## Which level of theory can I trust to order isomers of small tin molecules?

**Question.** I have energies for nine pairs of isomers with tin in them, each pair at four electronic levels:

Pairs of isomers of small tin molecules, calculated as isolated singlets with Ansatz 0.2.0 and xtb 6.7.1. The relaxing level, also used for the thermal terms, is PBE0-D3(BJ)/def2-SVP, and the highest level is CCSD(T)/def2-TZVP. Each difference is the second isomer less the first, both in their lowest conformer found.

| system | charge | temperature | first isomer | second isomer | at hartree fock (kcal/mol) | at mp2 (kcal/mol) | at relaxing level (kcal/mol) | at highest level (kcal/mol) | free energy difference (kcal/mol) |
| --- | --- | --- | --- | --- | --- | --- | --- | --- | --- |
| CH6OSn #a87 | 0 e | 298.15 K | CH2(1) OH(2) SnH3(3); links 1-2, 1-3 | CH3(1) O(2) SnH3(3); links 1-2, 2-3 | -15.44 | -12.86 | -9.190 | -12.77 | -12.68 |
| CH4NSn #3ac | 1 e | 400 K | CH2(1) NH(2) SnH(3); links 1-2, 2-3 | CH3(1) NH(2) Sn(3); links 1-2, 2-3 | -2.45 | -14.69 | -10.420 | -10.98 | -7.85 |
| CH4NSn #6b9 | 1 e | 400 K | CH2(1) NH2(2) Sn(3); links 1-2, 1-3, 2-3 | CH3(1) NH(2) Sn(3); links 1-2, 2-3 | -7.04 | -5.50 | -2.420 | -5.62 | -6.53 |
| CH4NSn #2ba | 1 e | 400 K | CH2(1) NH(2) SnH(3); links 1-2, 2-3 | CH2(1) NH2(2) Sn(3); links 1-2, 1-3, 2-3 | 4.60 | -9.19 | -8.000 | -5.36 | -1.32 |
| ClH5SiSn #e38 | 0 e | 298.15 K | Cl(1) SiH3(2) SnH2(3); links 1-3, 2-3 | Cl(1) SiH2(2) SnH3(3); links 1-2, 2-3 | 3.26 | 1.34 | 1.900 | 1.66 | 1.47 |
| CH3FOSn #ea0 | 0 e | 298.15 K | CH2(1) F(2) OH(3) Sn(4); links 1-3, 1-4, 2-4, 3-4 | CH2(1) F(2) OH(3) Sn(4); links 1-3, 1-4, 2-4 | -3.46 | 2.86 | 4.420 | 2.46 | 0.89 |
| CH6OSn #2f0 | 0 e | 298.15 K | CH3(1) OH(2) SnH2(3); links 1-3, 2-3 | CH3(1) O(2) SnH3(3); links 1-2, 2-3 | 16.48 | 22.42 | 15.550 | 20.14 | 20.33 |
| CH3FOSn #cfd | 0 e | 298.15 K | CH3(1) F(2) O(3) Sn(4); links 1-3, 2-4, 3-4 | CH2(1) F(2) OH(3) Sn(4); links 1-3, 1-4, 2-4, 3-4 | 32.16 | 28.23 | 24.320 | 27.54 | 27.72 |
| CH6OSn #9b7 | 0 e | 298.15 K | CH3(1) OH(2) SnH2(3); links 1-3, 2-3 | CH2(1) OH(2) SnH3(3); links 1-2, 1-3 | 31.92 | 35.28 | 24.740 | 32.91 | 33.00 |

I can't run coupled cluster on everything that comes next, so I looked for the best cheaper level. Judged by CCSD(T), MP2 is almost perfect for some pairs and off by several kcal/mol for others. PBE0 also has good and bad pairs, but they aren't the same ones. Is there a way to tell from the structures which level will do, or must I live with an average error? And could I simply correct PBE0, if its error repeats for similar pairs?

**Answer.** You can tell a good deal from the structures, provided you ask what changes between the two isomers and not how large the molecule is. An error that both isomers share drops out of the difference. What remains belongs to the bonds and contacts that only one of them has. Below, "error" means the energy difference at a given level less the one at CCSD(T), which serves as the yardstick. It isn't a measurement, and its def2-TZVP basis leaves an error of its own.

First decide how accurate you need to be. At room temperature, 1.4 kcal/mol changes an equilibrium ratio tenfold; at 400 K, the temperature used for the cations, it takes 1.8. An error of 3 kcal/mol is therefore harmless if one isomer lies 30 below the other and you only want to know which is lower. It is far too large if you want the proportions of a mixture.

**Hartree-Fock: two orders reversed**

Look at CH3FOSn #ea0. Both isomers are HOCH₂–Sn–F, a divalent tin fluoride. In the first, the oxygen bends back to within 2.44 Å of the tin; in the second, this contact is open. In the closed form the OH hydrogen also lies within hydrogen-bonding distance of the fluorine, so the energy of closing needn't come from the oxygen–tin contact alone. Hartree-Fock puts the open form lower by 3.5 kcal/mol, while CCSD(T) puts the closed form lower by 2.5.

The usual explanation is electron correlation. Electrons avoid one another instantaneously, and this lowers the energy further when electron-rich groups come close together. Hartree-Fock lets each electron feel only the average field of the others, so it misses this gain and undervalues the closed form. MP2 brings it in and lands within 0.4 kcal/mol of CCSD(T).

The other order that Hartree-Fock reverses is CH4NSn #2ba. There an imine bound to SnH⁺ competes with a three-membered ring of carbon, nitrogen and tin. You might expect correlation to favour the isomer with the formal double bond, but here it favours the ring, by about 10 kcal/mol. Counting double bonds is thus no safe guide to what Hartree-Fock leaves out.

**MP2: count the hydrogens on tin**

Now take CH6OSn #9b7, which compares CH₃–SnH₂–OH with HOCH₂–SnH₃. The second isomer has one more hydrogen on tin, and MP2 puts it 2.4 kcal/mol too high. In CH6OSn #a87 both isomers carry an SnH₃ group, and the MP2 error is only 0.1.

This pattern runs through the table. In the four rows where a hydrogen moves between tin and carbon, nitrogen or oxygen, MP2 puts the isomer with the extra Sn–H bond too high by 2.3 to 3.8 kcal/mol. In the other five rows its error stays within 0.7. ClH5SiSn #e38 is an instructive member of the second group: a hydrogen does move onto tin, but it comes from silicon, where it was already hydride-like.

A likely reason lies in how MP2 works. It computes the correlation of each electron pair separately, starting from the Hartree-Fock orbitals, and leaves out how the pairs modify one another. If both isomers contain similar kinds of pairs, the omission largely cancels. A hydrogen on oxygen, nitrogen or carbon is more proton-like than one on tin, so moving it changes the kind of pair and the cancellation suffers. The energies fit this reading but don't test it. They can't even show that the hydrogen is what matters: in all four rows, the isomer with the extra Sn–H bond also has one more carbon–oxygen bond, or a double carbon–nitrogen bond in place of a single one.

As a formula, the rule is

$$
\delta_{\mathrm{MP2}} \approx 3.0\ \mathrm{kcal/mol}\times\Delta n_{\mathrm{H}},
$$

where $\delta_{\mathrm{MP2}}$ is the MP2 error and $\Delta n_{\mathrm{H}}$ is the number of hydrogens on tin or silicon in the second isomer less that in the first. The constant is a least-squares fit with no offset to seven rows. The other two, #9b7 and #2ba, were left out because their energies are combinations of fitted rows. The typical miss in the fit is 0.5 kcal/mol.

Here is the rule at work on #9b7. MP2 gives 35.3 kcal/mol, and $\Delta n_{\mathrm{H}}=+1$, so the corrected value is $35.3-3.0=32.3$. CCSD(T) gives 32.9, so the miss shrinks from 2.4 to 0.6. This shows how the rule is used but is no independent proof, since #9b7 follows from #2f0 and #a87.

I would use the count as a warning sign more than as a correction. It was recognised after the errors were known, and only two independent energy differences involve a change in the count. One of these belongs to the neutral molecules and the other to the cations, so each kind rests on a single case. An alternative, that MP2 overshoots the whole correlation contribution by a fixed fraction, describes the same seven rows less well, with a typical miss of 0.9. It fails most in #cfd, where MP2 falls short of the full correlation contribution and doesn't overshoot it, and next in #ea0, where that contribution is large and the MP2 error small.

**PBE0: a correction that looks better than it is**

Like MP2, PBE0 puts all nine pairs in the same order as CCSD(T), but its average error is about 3 kcal/mol, twice that of MP2. The worst case is #9b7, at 8.2 kcal/mol, whereas MP2 errs most in the cations #2ba and #3ac. That wouldn't make you choose the wrong isomer, because the gap is 33. It would put the equilibrium ratio wrong by a factor of about a million.

Your idea of a correction does find support at first sight. In #a87, HOCH₂–SnH₃ becomes CH₃O–SnH₃: the tin moves from carbon to oxygen and a hydrogen goes the other way. CH4NSn #6b9 does the same with nitrogen, though there the nitrogen is linked to tin from the start, and CH3FOSn #cfd does it with oxygen in reverse. Counted in the same direction, the PBE0 errors are 3.6, 3.2 and 3.2 kcal/mol, always against the isomer with tin on oxygen or nitrogen.

So try it on #cfd, using only the other two rows. Their mean error is 3.4, and #cfd runs backwards, so PBE0 should be too low by that amount. The corrected value is $24.3+3.4=27.7$ kcal/mol, against 27.5 from CCSD(T). It looks like an excellent correction.

It doesn't survive a closer look at the structures. The HOCH₂–Sn–F isomer in #cfd is the closed form, with its oxygen–tin contact, and #ea0 tells you what happens when that contact opens. Adding the two rows compares CH₃O–Sn–F with the open form: CCSD(T) gives $27.54+2.46=30.00$ kcal/mol and PBE0 gives $24.32+4.42=28.74$. The error is now only 1.3, and a correction of 3.4 would make the result worse.

The close agreement in #cfd thus came partly from a second error, in the contact, that happened to make up the difference. The sign of the PBE0 error carries over from one family to another, but its size doesn't. If you want to correct a cheap level, calibrate it on a pair with the same bonds, the same contacts and the same valence of tin. Three matching numbers aren't enough when the structures differ.

Nor should you blame the functional alone. The PBE0 energies come from a small basis set, and r2SCAN in the same basis gives −10.25 kcal/mol for #a87, where CCSD(T) gives −12.8. It errs in the same direction as PBE0, though at slightly different geometries. My guess is that the small basis serves a negatively charged oxygen next to tin poorly. That can't be the whole story, because in #2f0 both isomers have oxygen on tin and PBE0 is still off by 4.6. One PBE0 energy for each isomer in a larger basis would be the cheap way to find out. Let it search for lower self-consistent solutions as well: the present PBE0 runs didn't, and a missed one would look like an error of the functional.

**What I would run**

Formal scaling gives a rough idea of the price. Doubling the size of the molecule multiplies the cost of Hartree-Fock or a hybrid functional by 16, that of MP2 by 32 and that of CCSD(T) by 128. Real programs often do better, and local approximations can bring coupled cluster within reach of larger molecules, though they need a check of their own. For molecules as small as these, CCSD(T) is affordable; the choice becomes serious when the groups on tin grow.

- **To find the more stable isomer when the gap is large:** PBE0 is enough. With errors of up to 8 kcal/mol in this set, "large" should mean clearly more than 10.
- **To come within about 1 kcal/mol of CCSD(T) in this basis:** use MP2 if the number of hydrogens on tin and the bonds between carbon and oxygen or nitrogen stay the same. Moving a hydrogen from silicon to tin also did no harm in the one pair that tests it.
- **If a hydrogen moves between tin and carbon, nitrogen or oxygen:** pay for CCSD(T), at least on a smaller model with the same change in bonding.
- **Hartree-Fock alone:** don't use it to order isomers. It reverses two of the nine pairs here, and its largest errors, of about 9 and 10 kcal/mol, are in the cations where the imine competes with another form.

The cations give little reason to trust the yardstick less than elsewhere. Their CCSD(T) runs raised no warning. The T1 diagnostic, which rises when a single Hartree-Fock determinant is a poor starting point, is lower for both isomers in #2ba than for the neutral CH₃O–Sn–F in #cfd. Among the cations it is highest for CH₃–NH–Sn⁺, so #3ac and #6b9 deserve slightly more caution. Only singlet states were compared, and spin–orbit coupling is left out; both limits hold for the neutral molecules too. In #2ba the step from electronic to free energy adds another 4.0 kcal/mol and leaves a difference of just −1.3, and the search may have missed a lower conformer of either isomer, so I wouldn't name a winner there.

If your interest is in precursors for tin-containing films, such as tin oxide channels or contacts, these energies can show that a hydride or alkoxide has a more stable isomer to turn into, but not that it has none, because the search for isomers left out some types of bond. They don't tell you how fast it will do so, or what happens on a surface. For that you need barriers, and they need their own check of the level of theory.
